**Shell closures, spin gaps and charging in a spherical parabolic dot with a central charge**

The table holds the chemical potential, addition energy, spin, rms radius and highest level for 1 to 39 electrons in a parabolic well ($\omega=4.85$ hartree*, central charge 1 e), from spin-polarised, spherically averaged Kohn-Sham runs with exchange-only LDA. The program fits nothing: it forms differences, ratios and counts, and one parameter-free estimate, the first-order shift $-\langle 1/r\rangle$ of the oscillator levels. That estimate gives the level gaps of the one-electron run within 0.08 hartree* and fails at nine electrons, where 2p lies above 1f. Up-first filling reproduces the spin in every row but $N=14$, whose high-spin state is lower by an estimated 0.02 to 0.03 hartree* only, judged from the neighbouring rows. In mid-subshell rows the product of addition energy and rms radius lies between 0.67 and 0.80, and the highest eigenvalue exceeds the chemical potential by half the addition energy. The radius grows with an exponent of 0.23 to 0.26, between the non-interacting and classical Coulomb limits.

Spherical dot with the well $\omega^2r^2/2$, $\omega=4.85$ hartree*, and a central point charge of 1 e, computed with radks and Libxc 2 in non-relativistic, spin-polarised exchange-only LDA with m-averaged shells and greedy filling. Units are effective atomic units, and levels are named by radial order. With total energy E(N), the chemical potential is E(N)-E(N-1) and the addition energy E(N+1)+E(N-1)-2E(N).

## The fit in Python

```python
# Table: spherical parabolic dot (omega 4.85 hartree*, central charge 1 e), radks + Libxc,
# spin-polarised exchange-only LDA, N = 1..39: mu, addition energy, spin, radius, top level.
# Tested: peak sizes, Hund counting, N=14 switch, eigenvalue - mu, radius growth, and one
# parameter-free estimate (first-order shift -<1/r> of oscillator levels).
T = {
    'electrons': [1, 2, 3, 4, 5, 6, 7, 8, 9, 10, 11, 12, 13, 14, 15, 16, 17, 18, 19, 20, 21, 22, 23, 24, 25, 26, 27, 28, 29, 30, 31, 32, 33, 34, 35, 36, 37, 38, 39],
    'chemical_potential': [4.762, 6.671, 13.23, 14.34, 15.49, 17.03, 18.08, 19.15, 24.08, 25.19, 26.34, 27.26, 28.18, 29.08, 30.04, 31.2, 32.08, 32.95, 33.83, 34.7, 39.21, 40.0, 40.79, 41.58, 42.36, 43.15, 43.92, 44.94, 45.7, 46.46, 47.21, 47.97, 48.72, 49.47, 50.43, 51.19, 51.96, 52.83, 53.59],  # hartree*
    'unpaired_electrons': [1, 0, 1, 2, 3, 2, 1, 0, 1, 0, 1, 2, 3, 6, 5, 4, 3, 2, 1, 0, 1, 2, 3, 4, 5, 6, 7, 6, 5, 4, 3, 2, 1, 0, 1, 2, 3, 2, 1],
    'rms_radius': [0.5094, 0.5272, 0.6038, 0.6435, 0.6699, 0.6911, 0.7083, 0.7231, 0.75, 0.7725, 0.792, 0.8089, 0.824, 0.8376, 0.8501, 0.862, 0.873, 0.8833, 0.8931, 0.9024, 0.9158, 0.9283, 0.94, 0.951, 0.9615, 0.9714, 0.9808, 0.99, 0.9987, 1.007, 1.015, 1.023, 1.031, 1.038, 1.045, 1.052, 1.059, 1.066, 1.072],  # bohr*
    'highest_eigenvalue': [5.458, 7.324, 13.78, 14.91, 16.06, 17.54, 18.61, 19.7, 24.57, 25.67, 26.8, 27.72, 28.64, 29.52, 30.5, 31.64, 32.52, 33.39, 34.27, 35.14, 39.61, 40.4, 41.18, 41.97, 42.75, 43.54, 44.31, 45.32, 46.08, 46.84, 47.59, 48.34, 49.09, 49.84, 50.81, 51.57, 52.34, 53.21, 53.96],  # hartree*
    'highest_level': ['1s up', '1s up', '1p up', '1p up', '1p up', '1p down', '1p down', '1p up', '2s up', '2s up', '1d up', '1d up', '1d up', '1d up', '2s down', '1d down', '1d down', '1d down', '1d down', '1d up', '1f up', '1f up', '1f up', '1f up', '1f up', '1f up', '1f up', '1f down', '1f down', '1f down', '1f down', '1f down', '1f down', '1f up', '2p up', '2p up', '2p up', '2p down', '2p down'],
    'addition_energy': [None, 6.558, 1.114, 1.144, 1.543, 1.047, 1.079, 4.926, 1.11, 1.154, 0.9193, 0.9194, 0.8932, 0.9619, 1.165, 0.8751, 0.8761, 0.8749, 0.8724, 4.511, 0.79, 0.7889, 0.7871, 0.7848, 0.7823, 0.7796, 1.019, 0.7572, 0.7565, 0.7552, 0.7535, 0.7515, 0.7492, 0.961, 0.7646, 0.7636, 0.878, 0.7522, None],  # hartree*
}
import numpy as np
from scipy.integrate import quad
from scipy.special import eval_genlaguerre as Lg
w = 4.85  # setting of the runs
N = [int(x) for x in T['electrons']]
col = lambda k: {n: float(v) for n, v in zip(N, T[k]) if v is not None}
mu, A, r = col('chemical_potential'), col('addition_energy'), col('rms_radius')
eps, S = col('highest_eigenvalue'), col('unpaired_electrons')
# typed from further outputs of the same runs (hartree*), up-spin levels unless marked
L1 = {'1s': 5.4577, '1p': 11.2122, '2s': 15.6312, '1d': 16.388}
L9 = {'1s': 16.3517, '1p': 20.7286, '2s': 24.5678, '1d': 24.8926, '1f': 29.1396, '2p': 29.3567}
p9dn, s9dn, EH, EX = 20.7886, 24.715, 0.971949, -0.829097
def inv(k, l):
    f = lambda x, p: x**(2*l+p)*Lg(k, l+0.5, x*x)**2*np.exp(-x*x)
    return np.sqrt(w)*quad(f, 0, 12, args=(1,))[0]/quad(f, 0, 12, args=(2,))[0]
sub = {'1s': (0, 0), '1p': (0, 1), '2s': (1, 0), '1d': (0, 2), '1f': (0, 3), '2p': (1, 1)}
e = {s: w*(2*k+l+1.5)-inv(k, l) for s, (k, l) in sub.items()}
print("Energies in hartree*, lengths in bohr*; rounding of mu and eigenvalue above 10: 0.005")
print("max |mu(N+1)-mu(N) - addition| = %.3f; mu(2)-mu(1) = %.3f" % (max(abs(mu[n+1]-mu[n]-A[n]) for n in A), mu[2]-mu[1]))
print("N=1: bare well %.3f, with first-order charge shift %.3f, table %.3f" % (1.5*w, e['1s'], mu[1]))
print("N=1: Hartree+exchange %.3f, energy without it %.3f; bare rms %.4f, table %.4f" % (EH+EX, mu[1]-EH-EX, np.sqrt(1.5/w), r[1]))
print("First-order <1/r>: " + ", ".join("%s %.3f" % (s, inv(*sub[s])) for s in sub))
print("Level gap: first-order estimate | run N=1 (error) | run N=9 (error); omega = %.2f" % w)
for a, b in [('1p', '1s'), ('2s', '1p'), ('1d', '1p'), ('1d', '2s'), ('1f', '1d'), ('2p', '1f')]:
    g, g9 = e[a]-e[b], L9[a]-L9[b]
    t = "%.3f (%+.3f)" % (L1[a]-L1[b], g-L1[a]+L1[b]) if a in L1 else "not given"
    print("  %s-%s: %.3f | %s | %.3f (%+.3f)" % (a, b, g, t, g9, g-g9))
print("N=9: 2s up - 1p down %.3f; 2s down - 2s up %.3f" % (L9['2s']-p9dn, s9dn-L9['2s']))
special = [2, 8, 20, 5, 15, 27, 37, 9, 10, 34]
mid = [n for n in A if n not in special+[13, 14]]
print("Peak N: addition, nearest mid-subshell rows, excess over their mean, excess/omega, unpaired")
for n in special:
    nb = [m for m in mid if m < n][-1:]+[m for m in mid if m > n][:1]
    x = A[n]-np.mean([A[m] for m in nb])
    print("  %2d: %.3f, %s, %.3f, %.3f, %d%s" % (n, A[n], " ".join("N%d=%.3f" % (m, A[m]) for m in nb), x, x/w, S[n],
          ", per unpaired %.3f" % (x/S[n]) if S[n] else ""))
hund = [min(i, 2*(2*l+1)-i) for k, l in sub.values() for i in range(1, 2*(2*l+1)+1)]
bad = [n for n in N if hund[n-1] != S[n]]
print("Up-first filling 1s 1p 2s 1d 1f 2p misses spin at: " + ", ".join("N=%d (count %d, table %d)" % (n, hund[n-1], S[n]) for n in bad))
d13, d14 = A[13]-A[12], A[14]-A[12]
print("Addition minus N=12 value: N=13 %+.4f, N=14 %+.4f, ratio %.2f (one lowered state: -2)" % (d13, d14, d14/d13))
print("Implied gain of N=14 state: %.3f from N=13, %.3f from N=14" % (-d13, d14/2))
print("Mid-subshell rows: addition range, addition x rms range, (eigenvalue-mu)/addition range")
for nm, lo, hi in [('1p up', 3, 4), ('1p down', 6, 7), ('1d up', 11, 12), ('1d down', 16, 19),
                   ('1f up', 21, 26), ('1f down', 28, 33), ('2p', 35, 38), ('all', 3, 38)]:
    g = [n for n in mid if lo <= n <= hi]
    a, p, q = [A[n] for n in g], [A[n]*r[n] for n in g], [(eps[n]-mu[n])/A[n] for n in g]
    print("  %s: %.3f-%.3f, %.3f-%.3f, %.2f-%.2f" % (nm, min(a), max(a), min(p), max(p), min(q), max(q)))
print("N=4 to 38: addition %+.1f%%, rms %+.1f%%, product %+.1f%%" % tuple(100*(y/x-1) for x, y in [(A[4], A[38]), (r[4], r[38]), (A[4]*r[4], A[38]*r[38])]))
print("Eigenvalue - mu: " + ", ".join("N=%d %.2f" % (n, eps[n]-mu[n]) for n in (1, 2, 8, 14, 20, 39)))
print("N=1: eigenvalue - mu %.3f, E_H + E_x/3 %.3f" % (eps[1]-mu[1], EH+EX/3))
sl = {(a, b): np.log(r[b]/r[a])/np.log(b/a) for a, b in [(2, 8), (8, 20), (20, 39)]}
print("d ln rms/d ln N: " + ", ".join("%d-%d %.3f" % (a, b, v) for (a, b), v in sl.items()) + " (limits 0.167, 0.333)")
for n in (2, 8, 20, 34):
    print("  rms step into N=%d %.4f, into N=%d %.4f (rounding %s)" % (n, r[n]-r[n-1], n+1, r[n+1]-r[n], "0.0005" if n > 29 else "0.00005"))
assert sorted(sorted(A, key=A.get)[-3:]) == [2, 8, 20]
assert bad == [14] and d13 < 0 < d14
assert all(1/6 < v < 1/3 for v in sl.values())
assert all(0.45 < (eps[n]-mu[n])/A[n] < 0.55 for n in mid)
```

It prints:

```
Energies in hartree*, lengths in bohr*; rounding of mu and eigenvalue above 10: 0.005
max |mu(N+1)-mu(N) - addition| = 0.010; mu(2)-mu(1) = 1.909
N=1: bare well 7.275, with first-order charge shift 4.790, table 4.762
N=1: Hartree+exchange 0.143, energy without it 4.619; bare rms 0.5561, table 0.5094
First-order <1/r>: 1s 2.485, 1p 1.657, 2s 2.071, 1d 1.325, 1f 1.136, 2p 1.491
Level gap: first-order estimate | run N=1 (error) | run N=9 (error); omega = 4.85
  1p-1s: 5.678 | 5.754 (-0.076) | 4.377 (+1.301)
  2s-1p: 4.436 | 4.419 (+0.017) | 3.839 (+0.597)
  1d-1p: 5.181 | 5.176 (+0.006) | 4.164 (+1.017)
  1d-2s: 0.745 | 0.757 (-0.011) | 0.325 (+0.421)
  1f-1d: 5.039 | not given | 4.247 (+0.792)
  2p-1f: -0.355 | not given | 0.217 (-0.572)
N=9: 2s up - 1p down 3.779; 2s down - 2s up 0.147
Peak N: addition, nearest mid-subshell rows, excess over their mean, excess/omega, unpaired
   2: 6.558, N3=1.114, 5.444, 1.122, 0
   8: 4.926, N7=1.079 N11=0.919, 3.927, 0.810, 0
  20: 4.511, N19=0.872 N21=0.790, 3.680, 0.759, 0
   5: 1.543, N4=1.144 N6=1.047, 0.448, 0.092, 3, per unpaired 0.149
  15: 1.165, N12=0.919 N16=0.875, 0.268, 0.055, 5, per unpaired 0.054
  27: 1.019, N26=0.780 N28=0.757, 0.251, 0.052, 7, per unpaired 0.036
  37: 0.878, N36=0.764 N38=0.752, 0.120, 0.025, 3, per unpaired 0.040
   9: 1.110, N7=1.079 N11=0.919, 0.111, 0.023, 1, per unpaired 0.111
  10: 1.154, N7=1.079 N11=0.919, 0.155, 0.032, 0
  34: 0.961, N33=0.749 N35=0.765, 0.204, 0.042, 0
Up-first filling 1s 1p 2s 1d 1f 2p misses spin at: N=14 (count 4, table 6)
Addition minus N=12 value: N=13 -0.0262, N=14 +0.0425, ratio -1.62 (one lowered state: -2)
Implied gain of N=14 state: 0.026 from N=13, 0.021 from N=14
Mid-subshell rows: addition range, addition x rms range, (eigenvalue-mu)/addition range
  1p up: 1.114-1.144, 0.673-0.736, 0.49-0.50
  1p down: 1.047-1.079, 0.724-0.764, 0.49-0.49
  1d up: 0.919-0.919, 0.728-0.744, 0.50-0.50
  1d down: 0.872-0.876, 0.754-0.779, 0.50-0.50
  1f up: 0.780-0.790, 0.723-0.757, 0.50-0.51
  1f down: 0.749-0.757, 0.750-0.772, 0.49-0.50
  2p: 0.752-0.765, 0.799-0.803, 0.50-0.51
  all: 0.749-1.144, 0.673-0.803, 0.49-0.51
N=4 to 38: addition -34.2%, rms +65.7%, product +8.9%
Eigenvalue - mu: N=1 0.70, N=2 0.65, N=8 0.55, N=14 0.44, N=20 0.44, N=39 0.37
N=1: eigenvalue - mu 0.696, E_H + E_x/3 0.696
d ln rms/d ln N: 2-8 0.228, 8-20 0.242, 20-39 0.258 (limits 0.167, 0.333)
  rms step into N=2 0.0178, into N=3 0.0766 (rounding 0.00005)
  rms step into N=8 0.0148, into N=9 0.0269 (rounding 0.00005)
  rms step into N=20 0.0093, into N=21 0.0134 (rounding 0.00005)
  rms step into N=34 0.0070, into N=35 0.0070 (rounding 0.0005)
```
